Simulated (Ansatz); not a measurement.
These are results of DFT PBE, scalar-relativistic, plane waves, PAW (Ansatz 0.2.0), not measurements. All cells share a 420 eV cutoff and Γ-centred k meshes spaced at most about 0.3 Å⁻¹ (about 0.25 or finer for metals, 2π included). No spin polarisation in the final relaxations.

All energies are static (0 K, no zero-point motion).

Compare these two cells of Al4Cl, each relaxed at this level.

A.

Space group Pm-3m (No. 221). a = 5.081 Å, b = 5.081 Å, c = 5.081 Å, α = 90.00°, β = 90.00°, γ = 90.00°
```tsv
atom	site	symmetry	x	y	z
Al	1b	m-3m	0.5000	0.5000	0.5000
Al	3c	4/mm.m	0.0000	0.5000	0.5000
Cl	1a	m-3m	0.0000	0.0000	0.0000
```

B.

Space group P6/mmm (No. 191). a = 4.981 Å, b = 4.981 Å, c = 5.251 Å, α = 90.00°, β = 90.00°, γ = 120.00°
| atom | site | symmetry | x | y | z |
| --- | --- | --- | --- | --- | --- |
| Al | 4h | 3m. | 0.3333 | 0.6667 | 0.2476 |
| Cl | 1b | 6/mmm | 0.0000 | 0.0000 | 0.5000 |

**Question.** Which is lower in energy, and by how much?

**Answer.** B is lower, by 178 meV/atom. A has space group Pm-3m (No. 221), 26.2 Å³/atom and no gap on its mesh; B has space group P6/mmm (No. 191), 22.6 Å³/atom and no gap. Counting Al atoms around Cl (those within 1.25 times the shortest such distance or 1.15 times the sum of covalent radii, 1.27 where that leaves under three; a plus sign parts nearer from farther groups; the shortest distance is added where it exceeds 1.18 times the sum of covalent radii), A has Cl 12+8 from 3.6 Å and B has Cl 12 from 3.2 Å. The denser one is the lower, and pressure would at first widen the difference. Even the lower one lies +0.24 eV/atom against the reference forms of the elements (uncorrected), so neither is stable at this level. In A, Al on a site of symmetry m-3m is surrounded by 6 Al at 2.54 Å; Al on a site of symmetry 4/mmm has 2 Al at 2.54 Å, 4 Cl at 3.59 Å and 8 Al at 3.59 Å; around Cl lie 12 Al at 3.59 Å (long against covalent radii, as for large ions). In B, around Al lie 2 Al at 2.60–2.65 Å, 3 Al at 2.88 Å and 3 Cl at 3.17 Å; Cl is surrounded by 12 Al at 3.17 Å (long against covalent radii, as for large ions). Both come from invented guesses. A third cell relaxed alike, in I4/mmm, lies 179 meV/atom below the lower of the two.

Cells relaxed within their symmetry can be saddle points.

B's advantage most likely comes from better metal–metal bonding combined with a tighter fit around chlorine. In A, three quarters of the Al atoms have only two close Al neighbours, an awkward arrangement for an electron-poor metal that favours many delocalised contacts. B spreads such contacts evenly over all Al atoms and also brings Al nearer to Cl, at 3.17 Å instead of 3.59 Å.

Neither cell, however, forms normal Al–Cl bonds: even the shorter distance is far beyond that in aluminium chlorides. Chlorine sits in an oversized metal cage, so little of the strong polar bonding that makes AlCl₃ so exothermic is recovered. This probably explains why even B lies above the elements, despite the large electronegativity difference. The much lower I4/mmm cell shows that B is not the best arrangement at this composition, but it too remains above the elements. Separation into Al metal and AlCl₃ should be more favourable still, so the ordering of A and B ranks two unfavourable structures and doesn't point to a plausible subchloride.
